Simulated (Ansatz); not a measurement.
**Loss of H2: C2H10OSi2 → C2H8OSi2 + H2**

Species: C2H10OSi2 `CC[SiH2]O[SiH3]`, singlet; C2H8OSi2 `C=C[SiH2]O[SiH3]`, singlet; H2 (hydrogen), singlet. 

Shapes, held fixed at every level: PBE0-D4/def2-TZVP. Flexible molecules stand in one conformer, not always the lowest. Programs: Ansatz 0.2.0. Electronic energies: no zero-point or thermal term.

Question: Estimate ΔE of this reaction.

Answer: The highest level, CCSD(T)/CBS estimate, gives ΔE = +156.0 kJ/mol; the levels span +152.7 to +175.3. The column of differences is taken from that level and isn't an error. No measured value is set beside it here. The CBS estimate extrapolates MP2 from def2-TZVPP and def2-QZVPP and adds CCSD(T) − MP2 in the triple-zeta set, cores frozen; for H2 it overshoots the exact energy by about 1 mEh.

| level | kind | ΔE (kJ/mol) | less CCSD(T)/CBS estimate |
| --- | --- | --- | --- |
| PBE-D4/def2-TZVPP | GGA | +162.3 | +6.3 |
| r2SCAN-D4/def2-TZVPP | meta-GGA | +163.7 | +7.7 |
| PBE0-D4/def2-TZVPP | global hybrid | +175.3 | +19.3 |
| B2PLYP/def2-TZVPP | double hybrid | +152.7 | -3.3 |
| MP2/def2-TZVPP | perturbation theory | +162.2 | +6.2 |
| CCSD(T)/def2-TZVPP | coupled cluster or CI | +156.1 | +0.1 |
| CCSD(T)/CBS estimate | coupled cluster or CI | +156.0 | 0.0 |

Dehydrogenation of the ethyl group to vinyl is strongly endothermic at every level. Two C–H σ bonds are given up for H–H and a C=C π bond, and the sideways p overlap of the π bond is too weak to repay the cost. The Si–O–Si linkage keeps its bonds and acts mainly as a substituent; some delocalisation of the new π bond into σ* orbitals at silicon probably eases the reaction slightly.

The density functionals do not improve steadily with added ingredients: PBE0 lies furthest from the coupled-cluster result, at +19.3 kJ/mol, while PBE and r2SCAN are closer and B2PLYP alone falls below it. This suggests an uneven balance between the σ bonds lost and the π and H–H bonds formed, so the closeness of PBE may owe something to cancellation. The near-identical coupled-cluster values indicate little net basis-set sensitivity in the reaction energy. Release of H2 brings a large entropy gain that favours the products on heating, but the reaction energy says nothing about the barrier or the need for a catalyst.
